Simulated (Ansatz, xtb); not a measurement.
**Relative energy of two isomers of CH12GeSi3**

Structure I: `[SiH3]C[Si@@H]([SiH3])[GeH3]`, a singlet. Structure II: `C[SiH2][GeH2][SiH2][SiH3]`, a singlet. Both are isolated molecules in the gas phase, relaxed with PBE-D3(BJ)/def2-SVP, each in the lowest conformer that the search found.

Problem. Which of the two would you expect CCSD(T)/def2-SVP + ΔMP2/def2-TZVPP electronic energies to favour?

Solution. Structure II; the calculation gives E(II) − E(I) = −20.3 kJ/mol.

Level by level:

```csv
level,geometry,E(II) − E(I) (kJ/mol),departure from the last row (kJ/mol),"job, with rough time for the two"
GFN2-xTB,GFN2-xTB,−27.0,−6.7,"optimisation, 0.3 s"
HF/STO-3G,GFN2-xTB,−37.6,−17.3,"single point, 0.48 s"
r2SCAN-D4/def2-SVP,GFN2-xTB,−25.6,−5.3,"single point, 4.1 s"
PBE-D3(BJ)/def2-SVP,PBE-D3(BJ)/def2-SVP,−29.3,−9.0,"optimisation, 38 s"
HF/def2-SVP,PBE-D3(BJ)/def2-SVP,−15.9,+4.4,part of the CCSD(T) run
MP2/def2-SVP,PBE-D3(BJ)/def2-SVP,−16.5,+3.8,part of the CCSD(T) run
CCSD(T)/def2-SVP,PBE-D3(BJ)/def2-SVP,−19.0,+1.3,single point
CCSD(T)/def2-SVP + ΔMP2/def2-TZVPP,PBE-D3(BJ)/def2-SVP,−20.3,,"single point, 71 s"
```

As drawn, II has 1 Ge–Si, 1 C–H in place of 1 C–Si, 1 Ge–H.

The levels shown agree on the order. The largest departure from CCSD(T)/def2-SVP + ΔMP2/def2-TZVPP is that of HF/STO-3G, 17.3 kJ/mol. The last row adds to CCSD(T) the change of the MP2 difference between the two basis sets, here −1.3 kJ/mol.

With thermal terms from frequencies at re-optimised GFN2-xTB minima (ideal gas, soft modes damped towards free rotors, one conformer each, 298.15 K, 1 atm): the zero-point term adds +7.4 kJ/mol; ΔH is −12.6 and ΔG −13.1 kJ/mol.

The correlated steps freeze 25 core orbitals; the filled d shell of Ge is correlated, in a basis made for valence electrons. Mirror images aren't counted in ΔG. Run with Ansatz 0.2.0, xtb 6.7.1; the last row on 4 threads of Arm Neoverse V2 on a shared host.

Structure II is favoured at every level, and Hartree–Fock in the def2-SVP basis already gives most of the preference, so it doesn't depend on electron correlation. The main cause is probably the exchange of bonds: moving hydrogen from germanium to carbon replaces a weak Ge–H bond with a strong C–H bond, whose compact orbitals overlap well. This gain apparently outweighs the loss of a C–Si bond for a weaker Ge–Si one. Bond polarity alone would point the other way, since the C–Si bond given up is the most polar of the four.

The zero-point term opposes the electronic preference, as expected when a stiff C–H oscillator replaces a softer Ge–H one. II nevertheless remains favoured in free energy, and the closeness of ΔH and ΔG shows that entropy plays little part. Because the isomers also differ in branching, the energy difference can't be read as a pure bond-exchange energy.
